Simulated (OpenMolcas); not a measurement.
## BNH4 (BH2(NH2)): the energy, rung by rung

The species is BNH4 (6 atoms), meant as a singlet with charge 0. SMILES: `[H]B([H])N`. Geometry: relaxed at GFN2-xTB.

```xyz
6

B     0.3419    0.5951    0.0037
H     1.3301    0.6743    0.6274
H    -0.0786    1.4968   -0.6141
N    -0.3454   -0.5987   -0.0039
H    -1.1993   -0.7506   -0.5151
H    -0.0488   -1.4170    0.5020
```

Quantity: the energy change with the N4–H5 bond stretched from 1.007 to 2.014 Å, in eV. The values are calculated.

```csv
level,kind,program,value (eV),less FCI/STO-3G,CPU time (all runs)
SVWN5/STO-3G (restricted),LDA,OpenMolcas,5.39,+0.67,8.2 s
PBE/STO-3G (restricted),GGA,OpenMolcas,5.16,+0.44,9.1 s
r2SCAN/STO-3G (restricted),meta-GGA,OpenMolcas,5.58,+0.86,11 s
M06-2X/STO-3G (restricted),hybrid meta-GGA,OpenMolcas,6.23,+1.51,10 s
B2PLYP/STO-3G (restricted),double hybrid,OpenMolcas,5.77,+1.05,8.6 s
MP2/STO-3G (restricted),perturbation theory,OpenMolcas,5.85,+1.13,3.2 s
"CASPT2(2,2)/STO-3G",multireference,OpenMolcas,4.73,+0.01,4.8 s
CCSD(T)/STO-3G (restricted),coupled cluster or CI,OpenMolcas,4.74,+0.02,4.2 s
FCI/STO-3G,exact in the basis,OpenMolcas,4.72,0.00,1.8 min
```

FCI/STO-3G is exact within its basis and frozen core, so for wave-function methods in that basis the difference is their error; functionals converge differently with the basis, so for them it is only a difference. The first shape isn't each level's own minimum. The values span 4.72 to 6.23 eV. All rows use very small basis sets, so even the best lies far from the true value. CPU times are rough (shared hosts, several kinds of processor): they show what a rung costs within a factor of a few.

Stretching the N–H bond brings its σ and σ* orbitals closer in energy, so the doubly excited σ*² configuration gains weight in the singlet. A restricted determinant keeps too much ionic character in the loosening electron pair and makes the stretch too costly. CASPT2(2,2) treats the two configurations on an equal footing and comes within 0.01 eV of FCI. CCSD(T) does almost as well, since its iterated doubles and perturbative triples can still repair the single reference at this length. MP2 recovers too little of this correlation and stays 1.13 eV too high.

All three semilocal functionals lie below the two hybrids, which suggests that a large share of exact exchange strengthens the restricted determinant's bias towards a high stretching energy. In B2PLYP the perturbative correlation probably offsets part of this. The order LDA, GGA, meta-GGA brings no steady approach to FCI. The close agreement of CCSD(T) at this one stretched geometry doesn't show that it would hold towards full dissociation, where perturbative triples commonly fail on a restricted reference.
